**Question**

The table gives, for the cation AlH$_2^+$ in a quintet state, the total energy at eight levels less the full configuration interaction (FCI) energy in the same basis and frozen core. FCI is exact for that basis and core, so each error belongs to the method, apart from sub-meV offsets between the runs. The noise is one standard error of the two auxiliary-field quantum Monte Carlo (AFQMC) walks. The same runs give a weight $w = 0.9876$ of the Hartree-Fock determinant in the CISD function, a $T_1$ diagnostic of 0.007 and $\langle S^2\rangle = 6.00002$.

Total-energy errors against FCI for AlH$_2^+$ (spin multiplicity 5), with the cc-pVDZ basis, frozen cores and a PBE0/def2-TZVP geometry, computed with Ansatz 0.2.0 and AFQMC afq 1 (own program). HF, MP2 and the coupled-cluster levels use a UHF determinant. The prefix ph marks the phaseless constraint, here with a CISD trial, and "released" means that the constraint is let go.

```
         level  this level less the reference (FCI, same basis) (meV)  statistical noise, one standard error (meV)
            HF                                                  314.5                                        0.000
           MP2                                                  114.3                                        0.000
          CCSD                                                    2.4                                        0.000
       CCSD(T)                                                    0.7                                        0.000
         CCSDT                                                    0.0                                        0.000
      CCSDT(Q)                                                   -0.1                                        0.000
 ph-AFQMC/CISD                                                   -0.1                                        0.200
released AFQMC                                                    0.0                                        0.200
```

(a) Which state and which kind of correlation are tested?
(b) Which correlated level fails most, and do the diagnostics announce it?
(c) Explain the failure from limiting cases.
(d) Estimate the error of CCSD(T) without using its row.
(e) What can be read from the last four rows?

**Model answer**

*(a)* With ten core electrons frozen, four electrons are correlated, and the runs show all of them spin-up, in two $a_1$, one $b_1$ and one $b_2$ orbital. The opposite-spin MP2 energy is therefore zero, and the 314.5 meV of the HF row comes from six same-spin pairs, with a mean of 52 meV a pair. Such electrons are already kept apart by exchange, which is a plausible reason for so small a total. Another spin lies lower, so this is an excited state, here at an H-Al-H angle of 63°.

*(b)* MP2 fails most: its error of 114.3 meV means that it recovers 63.7% of the FCI correlation energy. CCSD, whose free parameters stop at the same excitation rank, is left with 2.4 meV. The failure is recognised by this gap between two levels of equal rank, which places the fault in how the doubles are treated. The diagnostics are silent: the spin is pure, so contamination of the unrestricted determinant plays no part, $T_1$ is small and $w$ is near one.

*(c)* Measure energies from the determinant, let $\mathbf V$ be its couplings to the doubly excited determinants, and let $\mathbf A$ be the Hamiltonian among them. Within the doubles,

$$E = -\mathbf V^{T}(\mathbf A - E)^{-1}\mathbf V, \qquad E_{\rm MP2} = -\mathbf V^{T}\mathbf D^{-1}\mathbf V ,$$

where $\mathbf D$ is diagonal with elements $\varepsilon_a+\varepsilon_b-\varepsilon_i-\varepsilon_j$, for occupied orbitals $i,j$ and virtual orbitals $a,b$. MP2 thus makes two approximations. It drops $E$ from the denominator, and it replaces $\mathbf A=\mathbf D+\mathbf W$ by $\mathbf D$. Each has its own limit.

In the first limit $\mathbf W=0$ and one excited level at height $\Delta$ remains. The mixing coefficient is $c=-V/(\Delta-E)$ and $E=cV$, so that $c^2=|E|/(\Delta+|E|)$. The second-order energy $-V^2/\Delta$ divided by $E$ is then $(\Delta+|E|)/\Delta = 1/(1-c^2)$. This is the failure by near-degeneracy: second order overshoots, without bound as $\Delta\to0$, and a low weight $w$ warns of it.

Here $c^2=(1-w)/w=0.0126$, so this limit predicts a ratio of 1.013 and an MP2 error of $-4.0$ meV against FCI. The table has the ratio 0.637, an undershoot nearly thirty times larger in size. The numbers thus show that mixing is not the cause. They also show why it is weak: the correlation energy divided by $c^2$, which is the mean height of the part mixed in, is about 25 eV.

In the second limit the mixing vanishes, $\mathbf V\to0$, while $\mathbf W$ is kept. Both energies then scale as $V^2$ and their ratio stays finite; for one level it is

$$f=\frac{E_{\rm MP2}}{E}=\frac{D+W}{D}.$$

The weight tends to one and MP2 still has the relative error $W/D$. This is why $w$ and $T_1$, which measure the size of the amplitudes, say nothing here about MP2. From the table $f=(314.5-114.3)/(314.5-2.4)=0.64$ relative to CCSD, so an effective $W$ lowers the denominators by about a third.

Theory argues the sign from the diagonal of $\mathbf W$, which is $\langle ij\|ij\rangle+\langle ab\|ab\rangle$ less four terms of the type $\langle ia\|ia\rangle$. A virtual Hartree-Fock orbital feels all the electrons, as if its electron were added, whereas an excited electron is attracted by the holes left behind. Four attractions against two repulsions normally leave $W<0$, so $\mathbf D$ is too large and the MP2 amplitudes are too small. The off-diagonal part of $\mathbf W$, the ladder and ring couplings between doubles, also enters from third order on, and CCSD sums both parts. How the shortfall divides between them is untested.

*(d)* The (T) correction treats triples as MP2 treats doubles: once, with orbital-energy denominators and no coupling among the triples. Suppose that the same $f$ holds and that the CCSD error is all triples. With the finer values of the runs, $f=0.642$ and a CCSD error of 2.41 meV, the estimate is $(1-0.642)\times2.41=0.86$ meV. The runs give 0.74 meV, and the CCSD(T) row did not enter the estimate.

The model gets sign and size, and overestimates the CCSD(T) error by 0.12 meV, which exceeds the table's rounding of 0.05 meV. In fact (T) collects the fraction 0.70 of the CCSDT triples energy, against 0.64 for MP2. Counting suggests why the two are close. The diagonal $W$ of a triple has nine attractions against six repulsions, a net three where a double has a net two, and its $D$ holds three orbital gaps instead of two. With integrals and gaps of like size, $W/D$ is then the same for both ranks. The count is rough, and the remaining difference is untested.

CCSD(T) is thus nearly as incomplete within its new rank as MP2 is within the doubles, yet its error is small because the rank itself carries little. Triples first act in fourth order, through the couplings between doubles and triples. If these were about as strong as $\mathbf V$, the triples energy would be near $c^2$ times the CCSD correlation energy, or $-3.9$ meV. The runs give $-2.4$ meV, so the estimate is good to the order of magnitude only. Triples and quadruples make up 88% of the determinants, yet what CCSD misses of them is worth only 0.77% of the correlation energy.

*(e)* The last four rows agree with FCI and have no order among themselves. The $-0.1$ meV of CCSDT(Q) is no overcorrelation, because the Hartree-Fock energy of that run lies 0.09 meV below that of the CCSD(T) run, for a reason that is untested. On correlation energies alone CCSDT(Q) lies 0.03 meV above FCI, which is no more than the MP2 energies of the two runs differ. With four electrons only quadruples separate CCSDT from FCI, and their effect is not resolved.

The phaseless walk suppresses the phase problem with a constraint set by the trial function, and the released walk lets the constraint go. Both errors lie within the noise of 0.2 meV, and the released energies show no resolved drift. The test is easy, since with the CISD trial the walk starts only 2.42 meV above FCI, and it removes $102\pm7$% of that. A bias is bounded at a few tenths of a meV for this state and trial only.

**Remarks on the reasoning**

A weight near one is no licence for every single-reference method. In this table it goes with the success of cutting by excitation rank, which also needs weak couplings from the doubles to the higher ranks. Cutting by perturbation order depends on $W/D$, which the weight does not measure. The printed analysis below tests the two-level limit on the MP2 row with no fitted parameter, and carries $f$ from the HF, MP2 and CCSD energies over to CCSD(T).

The verdict on AFQMC leans on the reference at the sub-meV scale. The AFQMC run lists a second FCI value 0.59 meV higher, of unexplained origin, and against it the phaseless energy would be 3.7 noise units too low. The trial is built from CCSD amplitudes, and the walk's starting energy matches the CCSD total to 0.01 meV. This suggests that both runs share one Hamiltonian, which favours the table's reference without proving it. CCSDT, which uses no FCI value and here lacks only the connected quadruples, also lands within 0.1 meV of the table's reference. It thus supports the CCSD(T) error, which is of the size of this doubt, while the MP2 failure is far larger.

All errors hold within a double-zeta basis and a frozen core, not against nature. Al-H fragments occur in the deposition chemistry of aluminium films, but an excited quintet with no opposite-spin valence pairs is no guide to the accuracy of these methods for the low-spin species involved there.

Numerical output:

```
geometry: Al-H 1.72 A, H-H 1.80 A, angle 63 deg
level | table error | noise | from run outputs (meV) | % of correlation recovered
HF                314.5   0.0   314.50    0.00
MP2               114.3   0.0   114.26   63.66
CCSD                2.4   0.0     2.41   99.24
CCSD(T)             0.7   0.0     0.74   99.78
CCSDT               0.0   0.0    -0.06  100.00
CCSDT(Q)           -0.1   0.0    -0.07  100.03
ph-AFQMC/CISD      -0.1   0.2    -0.05  100.03
released AFQMC      0.0   0.2    -0.01  100.00
rounding: table +-0.05 meV, each run output +-0.005 meV
1 kcal/mol = 43.4 meV; MP2 error = 2.6, CCSD error = 0.055 kcal/mol
same-spin pairs 6, correlation per pair 52.4 meV
Model 1: two-level mixing, second order/exact = 1/(1-c^2)
 c^2=(1-w)/w = 0.0126; singles 1.6% of it (T1 = norm/sqrt N), largest double 16%
 predicted ratio 1.013, MP2/FCI in table 0.637 (MP2 short by 36.3%)
 predicted MP2 error -4.0 meV, table +114.3 meV
 mean excitation energy of the mixed-in part |E_CCSD|/c^2 = 25 eV
Model 2: same lowest-order fraction for doubles and triples
 MP2/CCSD = 0.642; CCSD/MP2 = 1.56; CCSD gains 111.8 meV over MP2
 triples CCSDT-CCSD = -2.38 meV, (T) = -1.67 meV, fraction 0.70
 predicted CCSD(T) error 0.86 meV; outputs 0.74, table 0.7; misfit 0.12 meV
Model 3: size by excitation rank (order of magnitude)
 determinants of rank 0-4 (all symmetries) [1, 76, 1026, 3876, 3876], total 8855; ranks 3+4 88%
 energy beyond CCSD 0.77% of correlation; triples/CCSD = 0.0076
 estimate c^2*E_CCSD = -3.9 meV against -2.4 meV, factor 1.7
Small differences between runs
 UHF of CCSDT(Q) run minus CCSD(T) run -0.09 meV; MP2 correlation +0.03 meV
 on correlation energies: CCSDT-FCI +0.034, (Q) -0.005, CCSDT(Q)-FCI +0.029 meV
AFQMC
 ph-AFQMC/CISD: error/noise -0.5; gap to CCSD(T) 4.0 noise units
 released AFQMC: error/noise +0.0; gap to CCSD(T) 3.5 noise units
 start 2.42 meV above FCI, +0.01 meV from CCSD total
 phaseless removes 102 +- 7% of that; noise 0.17, longest blocks 0.22 meV
 release series minus FCI (meV): +0.01(0.26), +0.14(0.22), +0.06(0.17), +0.08(0.20), -0.01(0.19)
 largest release deviation 0.65 noise units
 second FCI value +0.59 meV; phaseless against it -0.64 meV = -3.7 noise units
```
